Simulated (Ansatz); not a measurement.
# BaZrO3: the change of energy above lowest point with volume scale

Free energy against uniform scaling of the volume at fixed shape and fractions; periodic cell, basis, potentials, k mesh and filling as listed. The results are calculated, by Ansatz 0.2.0.

The cell before it is scaled or strained (space group Pm-3m, No. 221):
```
BaZrO3
1.0
      4.1913     0.0000     0.0000
      0.0000     4.1913     0.0000
      0.0000     0.0000     4.1913
Ba Zr O
1 1 3
Direct
  0.00000 0.00000 0.00000
  0.50000 0.50000 0.50000
  0.00000 0.50000 0.50000
  0.50000 0.00000 0.50000
  0.50000 0.50000 0.00000
```

Settings of every row: functional PBE; dispersion none; potentials PAW; wave cutoff 550 eV; density cutoff 2200 eV; k mesh 6x6x6; k shift 0x0x0; occupations fixed; smearing width 0 eV; spin none.

Limits: no spin-orbit coupling, which can matter with elements this heavy.

```csv
row,volume scale,V (Å³/atom),energy above lowest point (meV/atom)
1,0.94,13.842,57.6
2,0.96,14.137,32.6
3,0.98,14.431,15.1
4,1,14.726,?
5,1.02,15.02,0
6,1.04,15.315,1.1
7,1.06,15.609,7.1
```

Question: what energy above lowest point should row 4 give?

Worked fit of energy above lowest point. Take u = (V_r/V)^(2/3) − 1 with V_r = 14.726 Å³ an atom, which is twice the finite (Eulerian) strain; such expansions in the strain, on which the Birch-Murnaghan equation of state is built, carry the rest volume and the bulk modulus. The shown rows have u = 0.04213, 0.02759, 0.01358, -0.01309, -0.02581, -0.03808. Least squares give energy above lowest point = 4.48 + 561.5 × u + 16588 × u² meV/atom; a straight line predicts inner rows, each left out in turn, worse (root mean square 9.9 against 0.076 meV/atom). The rows lie off it by 0.0, 0.0, -0.1, 0.0, 0.1, -0.1. Its lowest point lies at u = -0.0169, or V = 15.11 Å³ an atom, and the curvature there gives the bulk modulus at fixed shape and fractions, B = (4/9)(1 + u)² E″(u)/V = 151 GPa. The withheld row has u = 0, so the fit gives 4.48 + 561.5 × (0) + 16588 × (0)² = 4.5 meV/atom.

The calculation gave 4.5 meV/atom. The fit meets it to the printed digit.
